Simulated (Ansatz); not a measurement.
## B2H6: methods side by side

The species is B2H6 (8 atoms), meant as a singlet with charge 0. The coordinates come from a GFN2-xTB relaxation.

```jsonl
{"atom": "B", "x (Å)": "0.5123", "y (Å)": "-0.6519", "z (Å)": "0.3616"}
{"atom": "H", "x (Å)": "1.3483", "y (Å)": "-1.1845", "z (Å)": "-0.2678"}
{"atom": "H", "x (Å)": "0.3617", "y (Å)": "-0.9945", "z (Å)": "1.4743"}
{"atom": "H", "x (Å)": "0.6297", "y (Å)": "0.6511", "z (Å)": "0.2856"}
{"atom": "B", "x (Å)": "-0.5127", "y (Å)": "0.6521", "z (Å)": "-0.3614"}
{"atom": "H", "x (Å)": "-1.3479", "y (Å)": "1.1852", "z (Å)": "0.2679"}
{"atom": "H", "x (Å)": "-0.3605", "y (Å)": "0.9943", "z (Å)": "-1.4738"}
{"atom": "H", "x (Å)": "-0.6309", "y (Å)": "-0.6518", "z (Å)": "-0.2863"}
```

Quantity: the vertical ionisation energy (to the doublet cation), in eV. The values are calculated.

```csv
level,kind,program,value (eV),less FCI/STO-3G,CPU time (all runs)
HF/STO-3G,Hartree–Fock,Ansatz,11.75,+0.43,0.18 s
SVWN5/STO-3G,LDA,Ansatz,10.75,-0.57,1.5 s
BLYP/STO-3G,GGA,Ansatz,10.95,-0.37,2.5 s
r2SCAN/STO-3G,meta-GGA,Ansatz,11.21,-0.11,5.4 s
B3LYP/STO-3G,global hybrid,Ansatz,11.48,+0.16,2.8 s
wB97X/STO-3G,range-separated hybrid,Ansatz,11.83,+0.51,14 s
B2PLYP/STO-3G,double hybrid,Ansatz,11.49,+0.17,3.3 s
MP2/STO-3G,perturbation theory,Ansatz,11.66,+0.34,0.18 s
CCSD/STO-3G,coupled cluster or CI,Ansatz,11.42,+0.10,0.3 s
FCI/STO-3G,exact in the basis,Ansatz,11.32,0.00,2 min
```

FCI/STO-3G is exact within its basis and frozen core, so for wave-function methods in that basis the difference is their error; functionals converge differently with the basis, so for them it is only a difference. The values span 10.75 to 11.83 eV. All rows use very small basis sets, so even the best lies far from the true value. Times are those of the runs behind each value, whatever else they computed, on shared processors of several kinds: orders of magnitude only.

Correlation lowers the ionisation energy of diborane here: Hartree–Fock gives 11.75 eV, against 11.32 eV for full CI. This reverses the usual expectation, in which the neutral molecule, with one more electron pair, gains more from correlation than the cation. The minimal basis probably contributes, since it leaves few virtual orbitals to correlate the pair that ionisation breaks, while configuration mixing can still stabilise the hole. MP2 recovers only a small part of the shift and CCSD most of it, which points to relaxation and correlation of the cation beyond second order; what remains after CCSD comes from triple and higher excitations.

Among the functionals, the values rise from LDA through GGA and meta-GGA to the hybrids. Exact exchange probably accounts for the last step only, since the first three contain none. B2PLYP breaks any simple link with the exchange fraction, lying almost level with B3LYP. Being vertical, these energies do not show how the bridged framework would rearrange after ionisation.
